Hard rods with a Kac attraction: predicting responses

The theorem. Let v = v₀(r) − γ^d φ(γr), with v₀ a short-range potential with a hard core and φ ≥ 0 bounded and integrable. Take the volume limit first, then γ → 0. Lebowitz and Penrose (1966) cut space into cells much larger than the core and much smaller than 1/γ. The lower bound uses ρᵢρⱼ ≤ (ρᵢ² + ρⱼ²)/2, which needs φ ≥ 0; the upper bound fills large regions with two uniform densities. The bounds meet at f(ρ) = CE[f₀(ρ) − aρ²], with a = ½∫φ and CE the convex envelope.

Baseline. For classical rods of length b on a line, f₀ = ρkT[ln(ρΛ/(1 − bρ)) − 1] per length, with Λ = h/√(2πmkT). Take φ(x) = a·exp(−|x|). Outside coexistence p = ρf′ − f = ρkT/(1 − bρ) − aρ². Convexity fails where kT < 2aρ(1 − bρ)², whose maximum lies at ρc = 1/(3b), so kTc = 8a/(27b) and pc = a/(27b²). Model inputs b = 3.0 Å and a = 0.30 eV·Å give kTc = 29.63 meV, Tc = 343.84 K, pc = 1.235 meV/Å.

Change 1: cool to 0.9 Tc = 309.5 K. Predict the density gap before reading on.
With ρ = ρc(1 + δ) and T = Tc(1 − ε), the leading terms are p/pc ≈ 1 − 4ε − 6εδ + (3/2)δ³. The δ-dependent part is odd, so δ = ±2√ε and the gap is 4√ε ρc = 1.26 ρc. The full common tangent gives 0.426 ρc and 1.657 ρc (0.0473 and 0.184 Å⁻¹), a gap of 1.23 ρc, at p = 0.647 pc.

Change 2: replace the exponential by a Gaussian of equal depth, φ = a·exp(−x²). Does Tc rise or fall?
Only the integral counts, and the Gaussian lacks the long tail, so Tc falls. The integral drops from 2a to √π·a, a factor 0.886, and Tc = 304.7 K. At 309.5 K this fluid no longer separates.

Change 3: lengthen the rods to 3.3 Å. The core now also hides more of the attraction. Does that matter?
It does not: the hidden fraction is of order γb and vanishes. Crowding alone acts and lowers Tc as 1/b to 312.6 K, and pc by the factor 0.826. At 309.5 K, ε = 0.010, so the estimate 4√ε predicts a gap of 0.40 in units of the new ρc. The full construction also gives 0.40, or 0.040 Å⁻¹ against 0.137 Å⁻¹ before.

Change 4: double the mass from 40 u. Which quantities move?
Λ enters f₀ as ρkT ln Λ, linear in ρ, and a linear term passes through CE unchanged. Tc, pc and the coexisting densities stay; μ shifts by −(kT/2) ln 2 = −9.2 meV at 309.5 K. With the classical shift zero, quantum effects decide, and Lieb (1966) extended the theorem to them. Quantum rods behave as free spinless fermions of density n = ρ/(1 − bρ), so p₀ ≈ nkT(1 + sn) with s = Λ/(2√2). Then dp₀/dρ gains the factor 1 + 2sn, and n = 1/(2b) at ρc, so δTc/Tc ≈ −s/b. At Tc, Λ = 0.149 Å, which lowers Tc by 1.8 %, about 6 K. Doubling m scales this by 1/√2, so Tc rises by about 2 K.

Change 5: keep γ small but finite. Is there still a plateau?
The theorem speaks only of the limit. For this model Kac, Uhlenbeck and Hemmer (1963) solved finite γ exactly: the isotherms are analytic and strictly monotonic at every T > 0, and the flat piece appears only as γ → 0.